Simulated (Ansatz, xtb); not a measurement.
# Two isomers of C3H11GaGe

Structure X is `C[CH2][GaH][CH2][GeH3]`, a singlet and structure Y is `C[CH2][Ga]([CH3])[GeH3]`, a singlet. Both are isolated molecules in the gas phase, relaxed with B3LYP/def2-SVP; the shapes shown needn't be the lowest conformers.

X (Å):

```xyz
16

C     0.2142   -2.8510   -1.9199
C     0.3573   -1.3313   -2.0635
C     0.3028   -1.1062    1.4113
Ga    0.4412   -0.2620   -0.3826
Ge   -1.5189   -1.1383    2.1679
H     1.0582   -3.2928   -1.3639
H     0.1745   -3.3586   -2.8997
H    -0.7050   -3.1280   -1.3770
H     1.2637   -1.0751   -2.6440
H    -0.4769   -0.9128   -2.6579
H     0.6036    1.3104   -0.4651
H     0.6543   -2.1505    1.3727
H     0.9338   -0.5551    2.1284
H    -2.4760   -1.9258    1.2420
H    -2.0732    0.2967    2.3186
H    -1.5312   -1.8137    3.5592
```

Y (Å):

```
atom    x (Å)    y (Å)    z (Å)
   C  -0.4141  -2.6247  -2.2034
   C   0.6920  -2.2236  -1.2220
   C   1.5296  -0.6913   1.7616
  Ga   0.1544  -1.2086   0.4162
  Ge  -2.2216  -0.5873   0.7843
   H  -1.1689  -3.2726  -1.7277
   H  -0.0179  -3.1762  -3.0740
   H  -0.9519  -1.7458  -2.5962
   H   1.4589  -1.6037  -1.7246
   H   1.2440  -3.1135  -0.8641
   H   1.4932   0.3945   1.9520
   H   1.3161  -1.1894   2.7233
   H   2.5497  -0.9616   1.4482
   H  -2.7481   0.3640  -0.3224
   H  -2.4808   0.1299   2.1329
   H  -3.1604  -1.8215   0.7558
```

Question: Which of the two would you expect CCSD(T)/def2-SVP + ΔMP2/def2-TZVPP electronic energies to favour?

Answer: Structure Y; the calculation gives E(Y) − E(X) = −10.5 kcal/mol.

Level by level:

```json
{"level": "GFN2-xTB", "geometry": "GFN2-xTB", "E(Y) − E(X) (kcal/mol)": "−13.5", "departure from the last row (kcal/mol)": "−3.0", "job, with rough time for the two": "optimisation, 0.78 s"}
{"level": "HF/STO-3G", "geometry": "GFN2-xTB", "E(Y) − E(X) (kcal/mol)": "−9.3", "departure from the last row (kcal/mol)": "+1.2", "job, with rough time for the two": "single point, 7.4 s"}
{"level": "r2SCAN-D4/def2-SVP", "geometry": "GFN2-xTB", "E(Y) − E(X) (kcal/mol)": "−10.4", "departure from the last row (kcal/mol)": "0.0", "job, with rough time for the two": "single point, 6.6 s"}
{"level": "B3LYP/def2-SVP", "geometry": "B3LYP/def2-SVP", "E(Y) − E(X) (kcal/mol)": "−12.1", "departure from the last row (kcal/mol)": "−1.6", "job, with rough time for the two": "optimisation, 4.3 min"}
{"level": "HF/def2-SVP", "geometry": "B3LYP/def2-SVP", "E(Y) − E(X) (kcal/mol)": "−9.6", "departure from the last row (kcal/mol)": "+0.9", "job, with rough time for the two": "part of the CCSD(T) run"}
{"level": "MP2/def2-SVP", "geometry": "B3LYP/def2-SVP", "E(Y) − E(X) (kcal/mol)": "−9.4", "departure from the last row (kcal/mol)": "+1.1", "job, with rough time for the two": "part of the CCSD(T) run"}
{"level": "CCSD(T)/def2-SVP", "geometry": "B3LYP/def2-SVP", "E(Y) − E(X) (kcal/mol)": "−10.2", "departure from the last row (kcal/mol)": "+0.3", "job, with rough time for the two": "single point"}
{"level": "CCSD(T)/def2-SVP + ΔMP2/def2-TZVPP", "geometry": "B3LYP/def2-SVP", "E(Y) − E(X) (kcal/mol)": "−10.5", "departure from the last row (kcal/mol)": "", "job, with rough time for the two": "single point, 2.5 min"}
```

As drawn, Y has 1 Ga–Ge, 1 C–H in place of 1 C–Ge, 1 Ga–H.

The levels shown agree on the order. The largest departure from CCSD(T)/def2-SVP + ΔMP2/def2-TZVPP is that of GFN2-xTB, 3.0 kcal/mol. A small imaginary or near-zero mode remains, so no thermal terms are given. The last row adds to CCSD(T) the change of the MP2 difference between the two basis sets, here −0.3 kcal/mol.

The correlated steps freeze 21 core orbitals; the filled d shell of Ga and Ge is correlated, in a basis made for valence electrons. Run with Ansatz 0.2.0, xtb 6.7.1; the last row on 2 threads of Intel(R) Xeon(R) Platinum 8488C (Sapphire Rapids) on a shared host.

The preference for Y is already present at Hartree–Fock level, −9.6 kcal/mol against −10.2 kcal/mol with CCSD(T) in the same basis, so it mostly reflects the change in bonding rather than a differential correlation effect. Moving hydrogen from gallium to carbon exchanges a fairly weak, hydridic Ga–H bond for a strong C–H bond, in which the compact carbon valence orbitals overlap well with H 1s. This gain probably outweighs the cost of replacing C–Ge by the longer, less polar Ga–Ge bond, whose more diffuse orbitals overlap less effectively.

Gallium remains three-coordinate with a formally empty 4p orbital in both isomers, so the preference doesn't come from relieving its electron deficiency. In X the C–Ge bond stands nearly perpendicular to the gallium plane, an orientation suited to hyperconjugative donation into that orbital; any such stabilisation is evidently too small to reverse the order. The energy difference supports a thermodynamic preference between these two structures, but says nothing about the barrier to their interconversion.
